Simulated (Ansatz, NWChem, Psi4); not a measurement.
Errors in the atomisation enthalpy at 298 K

7 molecules; the atomisation enthalpy at 298 K in kJ/mol, computed less measured. Shapes, held fixed at every level: PBE0-D4/def2-TZVP. Thermal terms are harmonic and unscaled (PBE0-D4/def2-TZVP); the spin-orbit lowering of the free atoms is taken from their spectra. Programs: Ansatz 0.2.0, NWChem 7.3.0, Psi4 1.11. A level may come from different programs for different species; with the same settings they agree closely. Measured values: Active Thermochemical Tables, CRC Handbook of Chemistry and Physics, NIST-JANAF tables.

Levels: A = revPBE/STO-3G; B = revPBE/def2-TZVPPD; C = BHLYP-D4/def2-TZVPP; D = wB97M-V/def2-TZVPPD; E = CCSD(T)/def2-TZVPPD.

| molecule | from tabulated heats | A | B | C | D | E |
| --- | --- | --- | --- | --- | --- | --- |
| HI (hydrogen iodide) | 298 | +62 | -16 | -20 | -12 | -7 |
| N2 (nitrogen) | 945 | -223 | +22 | -87 | +8 | -49 |
| HBS (hydrogen boron sulfide) | 1015 | +321 | -6 | -31 | +13 | -30 |
| H2Se (hydrogen selenide) | 633 | +172 | -7 | -6 | +9 | +5 |
| H2Te (hydrogen telluride) | 533 | +185 | -3 | +1 | +11 | +11 |
| N2H (dinitrogen monohydride) | 913 | -93 | +49 | -62 | +20 | -51 |
| C2H2 (acetylene) | 1641 | +210 | -16 | -71 | -6 | -50 |

Question: Which level does best on this set, which worst, and which err to one side?

Answer: 
```tsv
level	kind	mean error	mean absolute error	worst case
revPBE/STO-3G	GGA	+90.6	180.9	HBS
revPBE/def2-TZVPPD	GGA	+3.3	17.0	N2H
BHLYP-D4/def2-TZVPP	global hybrid	-39.4	39.7	N2
wB97M-V/def2-TZVPPD	range-separated hybrid	+6.1	11.3	N2H
CCSD(T)/def2-TZVPPD	coupled cluster or CI	-24.4	29.0	N2H
```

On this set wB97M-V/def2-TZVPPD has the smallest mean absolute error and revPBE/STO-3G the largest. revPBE/STO-3G is too high in 5 of 7; revPBE/def2-TZVPPD is too low in 5 of 7; BHLYP-D4/def2-TZVPP is too low in 6 of 7; wB97M-V/def2-TZVPPD is too high in 5 of 7; CCSD(T)/def2-TZVPPD is too low in 5 of 7. The heats of H2Se, H2Te come from older tables and can be uncertain by 10 kJ/mol or more. The molecules' own spin-orbit binding is left out, so errors for heavy halides read too negative. Heats of the atoms come from ATcT where it has them, that of boron, 570 kJ/mol, from recent work. The levels differ in basis as well as in method. With so many references in doubt the order of the levels isn't settled. The tabulated value of HBS is in doubt (older tables, estimates, or at odds with other calculations) and kept here. Over the 6 molecules whose values aren't doubted the mean absolute errors are A 157.5; B 18.8; C 41.2; D 11.0; E 28.8. Correlated wave functions converge slowly with the basis. T1 is large for N2H (0.056), so single-reference values are less sure there. Spin contamination: N2H (⟨S²⟩ up to 0.85). Open shells run unrestricted. For atoms past krypton def2 sets carry core potentials with scalar relativity. All-electron rows are non-relativistic unless named. Relativity is left out for Se. Outer-core shells of I, Se, Te are correlated, in sets that cover them unevenly. The set is small.

The small mean error of revPBE in the larger basis comes from cancellation: N2 is overbound by 22 kJ/mol, while acetylene is underbound by 16. With STO-3G the same functional misses N2 by -223 and acetylene by +210, a failure that belongs to the basis. A minimal set can neither polarise the density in the bonds nor describe free atoms and molecules evenly, so its errors needn't share a sign.

BHLYP and CCSD(T) both underbind the triple bonds of N2 and acetylene far more than the single bond of HI, but probably for different reasons. A large share of exact exchange removes much of the left-right correlation that semilocal exchange mimics, and BHLYP's correlation functional doesn't restore it. In CCSD(T), the many electron pairs brought close together in a triple bond need functions of higher angular momentum to describe their correlation. Its larger mean absolute error than that of wB97M-V therefore doesn't show that the density functional treats correlation better.
